**Student.** You said in the lecture that a creeping body is an elastic body in disguise. An elastic plate on water stops sinking once it is loaded, and ice under a parked truck keeps going. How can one solution describe both?

**Lecturer.** It does so after a Laplace transform, under five premises. First, strains are small, $\varepsilon_{ij}=\tfrac12(\partial_iu_j+\partial_ju_i)$, and the equations hold on the undeformed shape. Second, the solid is isotropic, linear, causal and non-ageing, so that delaying a strain history only delays the stress. Third, the body is free of stress and strain for $t<0$. Fourth, inertia is negligible. Fifth, the surface is divided once and for all into a part $S_u$ with prescribed displacement, a part $S_t$ with prescribed traction and a part $S_k$ resting on linear springs of constant stiffness $k$. Tension is positive, repeated indices are summed, and a prime marks a deviator, $\sigma'_{ij}=\sigma_{ij}-\tfrac13\sigma_{kk}\delta_{ij}$.

**Student.** The second premise gives no stress law yet.

**Lecturer.** It gives one. Apply a step of deviatoric strain at $t=0$. By isotropy and linearity the stress is $2G(t)\varepsilon'_{ij}$, which defines the shear relaxation modulus, zero for $t<0$ by causality. A step of dilatation defines $K(t)$ likewise. Any history is a limit of small steps $d\varepsilon(t')$. Each contributes $G(t-t')$ because the solid does not age, and the contributions add by linearity. This is Boltzmann superposition:
$$\sigma'_{ij}(t)=2\int_{0^-}^{t}G(t-t')\,\dot\varepsilon'_{ij}(t')\,dt',\qquad \sigma_{kk}(t)=3\int_{0^-}^{t}K(t-t')\,\dot\varepsilon_{kk}(t')\,dt'.$$
The limit $0^-$ includes a jump at $t=0$. Now define $\bar f(s)=\int_{0^-}^\infty f(t)e^{-st}dt$. Integration by parts gives $\overline{\dot f}=s\bar f-f(0^-)=s\bar f$ by the third premise. For a convolution, swap the order of integration and put $t=t'+u$:
$$\int_0^\infty\! dt\,e^{-st}\!\int_0^t\! G(t-t')g(t')\,dt'=\int_0^\infty\! dt'\,g(t')e^{-st'}\!\int_0^\infty\! du\,G(u)e^{-su}=\bar G\,\bar g .$$
Hence
$$\bar\sigma'_{ij}=2\tilde G\,\bar\varepsilon'_{ij},\qquad \bar\sigma_{kk}=3\tilde K\,\bar\varepsilon_{kk},\qquad \tilde G(s)=s\bar G(s),\quad \tilde K(s)=s\bar K(s).$$
That is Hooke's law with moduli that depend on a parameter $s$.

**Student.** Hooke's law is only one of the field equations.

**Lecturer.** The others contain no time derivative and have constant coefficients, so the transform passes through the spatial derivatives: $\partial_j\bar\sigma_{ij}+\bar b_i=0$ with body force density $b_i$, and $\bar\varepsilon_{ij}=\tfrac12(\partial_i\bar u_j+\partial_j\bar u_i)$. On the surface, $\bar u_i=\bar U_i$ on $S_u$, $\bar\sigma_{ij}n_j=\bar T_i$ on $S_t$, and $\bar\sigma_{ij}n_j=-k\,\bar u_n n_i$ on $S_k$. This uses the fifth premise: transforming a condition at a point needs the same kind of condition there at all times. For each $s$ the set is an elastostatic problem with moduli $\tilde G,\tilde K$ and loads $\bar b,\bar U,\bar T$. So if the elastic solution is $u_i=\mathcal U_i(\mathbf x;G,K;b,U,T)$, then
$$\bar u_i(\mathbf x,s)=\mathcal U_i\big(\mathbf x;\,s\bar G,\,s\bar K;\,\bar b,\bar U,\bar T\big),$$
and the same holds for the stress. That is the correspondence principle.

**Student.** You have shown that this is a solution. With $s$ complex the moduli are complex, and the elastic uniqueness proof wants them positive.

**Lecturer.** Stay on real $s>0$. If $G(t)$ and $K(t)$ are non-negative and not identically zero, $\tilde G$ and $\tilde K$ are positive there. The difference of two solutions has zero loads. Multiply its equilibrium equation by $\bar u_i$, integrate over the body and use the divergence theorem:
$$\int_V\big(2\tilde G\,\bar\varepsilon'_{ij}\bar\varepsilon'_{ij}+\tilde K\,\bar\varepsilon_{kk}^2\big)dV+\int_{S_k}k\,\bar u_n^2\,dS=0 .$$
No term is negative, so the strain difference vanishes for all real $s>0$. A transform known on a real half-line fixes the function of time, by Lerch's theorem. Complex $s$ enters only as analytic continuation, when we invert.

**Student.** And creep? I would write $J(t)=1/G(t)$.

**Lecturer.** That holds at $t=0^+$, not in general. Define the creep compliance by $\varepsilon'_{ij}=\tfrac12J(t)\sigma'^{\,0}_{ij}$ after a step of stress $\sigma'^{\,0}_{ij}$. The step transforms to $\sigma'^{\,0}_{ij}/s$, so the transformed law reads $\sigma'^{\,0}_{ij}/s=2s\bar G\cdot\tfrac12\bar J\sigma'^{\,0}_{ij}$, that is
$$s^2\,\bar G(s)\,\bar J(s)=1,\qquad\text{or}\qquad\int_0^tG(t-t')J(t')\,dt'=t,$$
since $1/s^2$ is the transform of $t$. Take a Maxwell solid in shear, a spring $G$ in series with a dashpot of viscosity $\eta$: $\dot\varepsilon'=\dot\sigma'/2G+\sigma'/2\eta$. At fixed strain the stress decays, $G(t)=Ge^{-t/\tau}$ with $\tau=\eta/G$. Then $\bar G=G/(s+1/\tau)$, and $\bar J=(s+1/\tau)/(Gs^2)$ inverts to $J=(1+t/\tau)/G$. It grows linearly, while $1/G(t)$ grows exponentially. If the bulk response is elastic, $\bar K=K/s$ and $\tilde K=K$. From here on
$$\tilde G=\frac{Gs}{s+1/\tau},\qquad\tilde K=K .$$

**Student.** One material time. Then every problem relaxes with $\tau$.

**Lecturer.** Test that on uniaxial strain, with only $\varepsilon_{zz}$ non-zero and $\sigma_{zz}=\sigma_0$ held from $t=0$. Elastically $\sigma_{zz}=(K+\tfrac43G)\varepsilon_{zz}$ and $\sigma_{xx}=\sigma_{yy}=(K-\tfrac23G)\varepsilon_{zz}$, so $\sigma_{zz}-\sigma_{xx}=2G\varepsilon_{zz}=6G\sigma_0/(3K+4G)$. Substitute $\tilde G$ and $\sigma_0/s$, and multiply above and below by $s+1/\tau$:
$$\bar\sigma_{zz}-\bar\sigma_{xx}=\frac{\sigma_0}{s}\,\frac{6Gs}{3K(s+1/\tau)+4Gs}=\frac{6G\sigma_0}{3K+4G}\,\frac{1}{s+b},\qquad b=\frac{3K}{(3K+4G)\tau}.$$
The stress difference decays as $e^{-bt}$, so the state becomes hydrostatic with the time $\tau(3K+4G)/(3K)$, longer than $\tau$. As the shear stress relaxes, the solid strains further under the constant load, from $\sigma_0/(K+\tfrac43G)$ to $\sigma_0/K$, and this reloads the shear spring. For amorphous SiO$_2$ flowing in a furnace anneal, idealised as confined by smooth rigid walls, assumed moduli $K=230$ and $G=195$ eV/nm³ give the model factor 2.1. The times of a problem are the poles and branch points of the substituted solution.

**Student.** Now the ice.

**Lecturer.** We need the elastic solution in terms of $G$ and $K$. The plate is infinite, of thickness $h$, thin in Kirchhoff's sense and free of in-plane force. Let $w$ be the downward deflection from the unloaded floating position, $z$ point downward from the midplane, and Greek indices run over the plane. Normals stay normal, so $\varepsilon_{\alpha\beta}=-z\,\partial_\alpha\partial_\beta w$. Setting $\sigma_{zz}=0$ in Hooke's law gives $\varepsilon_{zz}=-\frac{3K-2G}{3K+4G}\varepsilon_{\gamma\gamma}$, and so
$$\sigma_{\alpha\beta}=2G\varepsilon_{\alpha\beta}+\lambda^*\delta_{\alpha\beta}\varepsilon_{\gamma\gamma},\qquad\lambda^*=\Big(K-\tfrac23G\Big)\frac{6G}{3K+4G}.$$
Define $M_{\alpha\beta}=\int z\sigma_{\alpha\beta}dz$ and $Q_\alpha=\int\sigma_{\alpha z}dz$. In-plane equilibrium times $z$, integrated through the thickness with no shear on the faces, gives $\partial_\beta M_{\alpha\beta}=Q_\alpha$. Vertical equilibrium gives $\partial_\alpha Q_\alpha+p=0$ for a net downward load $p$ per area. With $\int z^2dz=h^3/12$ these combine to $D\nabla^4w=p$, where
$$D=\frac{h^3}{12}(2G+\lambda^*)=\frac{h^3}{3}\,\frac{G(3K+G)}{3K+4G}.$$
The water pushes back with $kw$, $k=\rho_wg$, so the underside is our $S_k$. For a point force $P$ the equation is $D\nabla^4w+kw=P\delta^2(\mathbf r)$. A plane Fourier transform turns $\nabla^4$ into $q^4$, and the angular integral gives $J_0$:
$$w(r)=\frac{P}{2\pi}\int_0^\infty\frac{qJ_0(qr)\,dq}{Dq^4+k}=-\frac{P\ell^2}{2\pi D}\,\mathrm{kei}\frac{r}{\ell},\qquad \ell=\Big(\frac Dk\Big)^{1/4},$$
with the Kelvin function $\mathrm{kei}\,x=\mathrm{Im}\,K_0(xe^{i\pi/4})$. This is Hertz's floating plate. At $r=0$ put $u=q^2$. Then $\tfrac12\int_0^\infty du/(Du^2+k)=\pi/(4\sqrt{kD})$, and $w(0)=P/(8\sqrt{kD})$.

**Student.** So $P\to P/s$ for a load set down at $t=0$, and $G\to\tilde G$. Does $k$ get a factor of $s$?

**Lecturer.** No. Buoyancy is instantaneous, so $kw$ transforms to $k\bar w$. In $D$, note that $3K+\tilde G=(3K+G)(s+a)/(s+c)$ and $3K+4\tilde G=(3K+4G)(s+b)/(s+c)$, with $c=1/\tau$, $a=3Kc/(3K+G)$ and the same $b$ as before, so $b<a<c$. Writing $D_0$ for the elastic rigidity and $w_0=P/(8\sqrt{kD_0})$,
$$\tilde D(s)=D_0\frac{s(s+a)}{(s+c)(s+b)},\qquad s\,\bar w(0,s)=w_0\,\Phi(s),\qquad\Phi=\sqrt{\frac{(s+c)(s+b)}{s(s+a)}} .$$
As $s\to\infty$, $\Phi=1+(c+b-a)/2s+\dots$, so the plate jumps to $w_0$ and starts to sink at the rate $w_0(c+b-a)/2$.

**Student.** The square root has no poles. How do you invert it?

**Lecturer.** For $t>0$, $\dot w/w_0$ is the inverse of $\Phi-1$. Take each of the four roots on its principal branch. Close the Bromwich contour to the left. The large arc drops out because $\Phi-1$ falls as $1/s$, and the small circles drop out because no singularity is worse than an inverse square root. What is left is the jump across the negative axis, $\dot w/w_0=\frac1\pi\int e^{-xt}\,\mathrm{Im}\,\Phi(-x-i0)\,dx$. Below the axis a negative factor has phase $-\pi$, which adds $-\pi/2$ to the phase of $\Phi$ from the numerator and $+\pi/2$ from the denominator. For $0<x<b$ only $s$ is negative and the phase is $+\pi/2$. For $b<x<a$ the factor $s+b$ cancels it and $\Phi$ is real. For $a<x<c$ the phase is $+\pi/2$ again, and beyond $c$ it is zero. Integrating over time from the jump,
$$\frac{w(0,t)}{w_0}=1+\frac1\pi\left(\int_0^b+\int_a^c\right)\sqrt{\left|\frac{(c-x)(b-x)}{x(a-x)}\right|}\;\frac{1-e^{-xt}}{x}\,dx .$$
The weight is positive, so the sinking is monotonic and its rate falls steadily. One material time has become a continuum, because every wavenumber $q$ has its own balance between bending and buoyancy. Short waves, with $D_0q^4\gg k$, approach the buoyant limit slowly, and they fill the spectrum down to $x=0$.

**Student.** I would like a case I can check in closed form.

**Lecturer.** Let $K\to\infty$. Then $a=b=c$ and $\bar w/w_0=(1+c/s)/\sqrt{s(s+c)}$. The transform of $e^{-y}I_0(y)$ with $y=ct/2$ is $1/\sqrt{s(s+c)}$, division by $s$ integrates over time, and $\int_0^ye^{-v}I_0(v)\,dv=ye^{-y}(I_0+I_1)$, as differentiation with $I_0'=I_1$ and $I_1'=I_0-I_1/y$ confirms. So $w/w_0=e^{-y}[(1+2y)I_0(y)+2yI_1(y)]$. For finite $K$, long times follow from small $s$. There $\Phi=\sqrt{cb/a}\;s^{-1/2}[1+\tfrac s2(1/c+1/b-1/a)+\dots]$ with $1/b-1/a=G\tau/K$. Since $s^{-3/2}$ and $s^{-1/2}$ invert to $2\sqrt{t/\pi}$ and $1/\sqrt{\pi t}$,
$$\frac{w(0,t)}{w_0}\simeq\sqrt{\frac{3K+G}{3K+4G}}\left[2\sqrt{\frac{t}{\pi\tau}}+\frac{1+G/K}{2}\sqrt{\frac{\tau}{\pi t}}\right].$$
Insert $w_0$ in the leading term and $K$ cancels, leaving $w\simeq\frac P4\sqrt{3t/(\pi kh^3\eta)}$. This is a viscous sheet with $\tilde D\to\eta h^3s/3$. The bowl narrows meanwhile, with a width of order $\ell(t)=(\eta h^3/3kt)^{1/4}$.

**Student.** I could have skipped the contour by putting $G(t)$ into the elastic formula.

**Lecturer.** You would get growth as $e^{t/2\tau}$, which is wrong in kind. Putting in $1/J(t)$ gives the $\sqrt t$ law but lacks the factor $2/\sqrt\pi=1.128$. Functions of the moduli are formed in $s$, not in $t$.

**Student.** Numbers, please.

**Lecturer.** One eV/nm³ is 0.1602 GPa. Typical values for ice and fresh water are $G=22$ eV/nm³ (3.5 GPa) and $K=55$ eV/nm³ (8.8 GPa), both short-time moduli, $\rho_w=1000$ kg/m³, ice density $\rho_i=920$ kg/m³ and $g=9.81$ m/s². I assume $h=5.0\times10^8$ nm, which is half a metre, $P=1.25\times10^{14}$ eV/nm (20.0 kN), a uniform 268 K and $\tau=2.0\times10^4$ s. That makes $\eta=4.4\times10^5$ eV s/nm³ ($7.0\times10^{13}$ Pa s), chosen to be of the typical order of the steady creep viscosity of ice at the peak stress we shall find. Then $k=6.12\times10^{-14}$ eV/nm⁴, $D_0=6.78\times10^{26}$ eV, $\ell=1.03\times10^{10}$ nm and $w_0=2.43\times10^6$ nm, a few millimetres. Also $a\tau=0.882$, $b\tau=0.652$, the uniaxial-strain factor is 1.53, and the initial sinking rate is $0.385\,w_0/\tau$. The model gives:

| $t/\tau$ | time | $w/w_0$, spectral integral | leading $\sqrt t$ term | $w(0,t)$ in $10^6$ nm |
|---|---|---|---|---|
| 1 | 5.6 h | 1.35 | 0.97 | 3.3 |
| 10 | 2.3 d | 3.18 | 3.07 | 7.7 |
| 50 | 12 d | 6.91 | 6.86 | 17 |

The two-term formula reproduces 3.18 and 6.91. If $\tau\propto e^{Q/k_BT}$ with a typical $Q=1.2$ eV near the melting point, cooling to 263 K lengthens $\tau$ by a factor 2.7 and lowers the late deflection by its square root, 1.6.

**Student.** A point load makes the stress infinite, and you assumed linearity.

**Lecturer.** The deflection is finite and the moment diverges logarithmically, so a real load needs a footprint. For $x\ll1$, $\mathrm{kei}\,x\simeq-\frac\pi4-\frac{x^2}4(\ln\frac x2+\gamma-1)$ with Euler's $\gamma$, and its plane Laplacian is $-\ln\frac x2-\gamma$. From the plate law $M_{\gamma\gamma}=-D(1+\nu)\nabla^2w$, with $\nu=(3K-2G)/(6K+2G)=0.324$. Spread $P$ evenly over a disc of radius $r_0=\alpha\ell$ and average. The centre moment, half of $M_{\gamma\gamma}$, is $M=\frac{(1+\nu)P}{4\pi}[\ln\frac2\alpha-\gamma+\frac12]$, and the centre deflection changes by the fraction $\frac{\alpha^2}{2\pi}[\ln\frac\alpha2+\gamma-\frac54]$. For an assumed $r_0=1.0\times10^9$ nm the initial surface stress $6M/h^2$ is $9.3\times10^{-4}$ eV/nm³ (0.15 MPa) and the deflection drops by 0.6 per cent. At $50\tau$, $\ell(t)=4.2\times10^9$ nm, and the same formula estimates 2.5 per cent. Transverse shear is of relative order $(h/\ell)^2$ for a footprint wider than $h$, which is 0.0024 at first and 0.014 at $50\tau$. Stretching needs $w$ comparable with $h$, and $w/h$ reaches 0.034. Two figures in $w$ are all that the plate model supports.

**Student.** And inertia? You dropped the load on suddenly.

**Lecturer.** A mode $q$ on deep water drags a mass $\rho_w/q$ per area, which adds $\rho_ws^2/q$ to $k$, and the ice adds the smaller $\rho_ihs^2$. At $q=1/\ell$ this rivals $k$ at times of order $\sqrt{\ell/g}=1.0$ s. The jump to $w_0$ really takes some seconds, and the solution holds from then on.

**Student.** Then where does the principle itself fail? If the truck rolls, the loaded region moves.

**Lecturer.** A slowly rolling truck is allowed. The top face has prescribed traction everywhere at all times, and only its value changes. What breaks the fifth premise is a change in the kind of condition. A rigid indenter with a growing contact patch does it, and so does a running crack. So does flooding: if water reaches the top through a crack once $w$ exceeds the freeboard $h(1-\rho_i/\rho_w)=4.0\times10^7$ nm, buoyancy stops growing over a spreading area. The table stays below that. Ice that thickens changes the body itself. A temperature varying in time destroys the convolution, unless it is uniform and merely rescales $\tau$, in which case the reduced time $\int dt/\tau(T)$ restores it, with thermal expansion as an extra load. A steady gradient is allowed, and floating ice has one, being typically near 273 K underneath. Then $\tilde G$ depends on $z$, the neutral surface depends on $s$, and one needs the elastic solution of the graded plate. Anisotropic columnar ice is allowed too, with $C_{ijkl}\to s\bar C_{ijkl}$. In-plane thermal stress adds a term that we set to zero.

**Student.** That leaves linearity, for real ice.

**Lecturer.** It is the weakest premise here. Steady creep of ice follows Glen's power law with a typical exponent of 3, so the effective viscosity varies as the inverse square of the stress. Doubling $P$ then more than doubles the creep, and the lightly stressed outer bowl flows less than a single $\eta$ implies. The table is the linear Maxwell model's, tied to one stress level. One Maxwell element also omits transient creep. As typical knowledge, an ice sheet in slow bending shows an effective modulus of roughly half the short-time one, so since $w\propto D^{-1/2}$ its deflection in the first hours is about 1.4 times the model's. That part can be repaired inside the principle: add a retarded term to $J(t)$, obtain $\tilde G=1/(s\bar J)$ from $s^2\bar G\bar J=1$, and insert it in the same $\tilde D(s)$. The power law cannot be repaired that way, because without superposition there is no convolution to transform.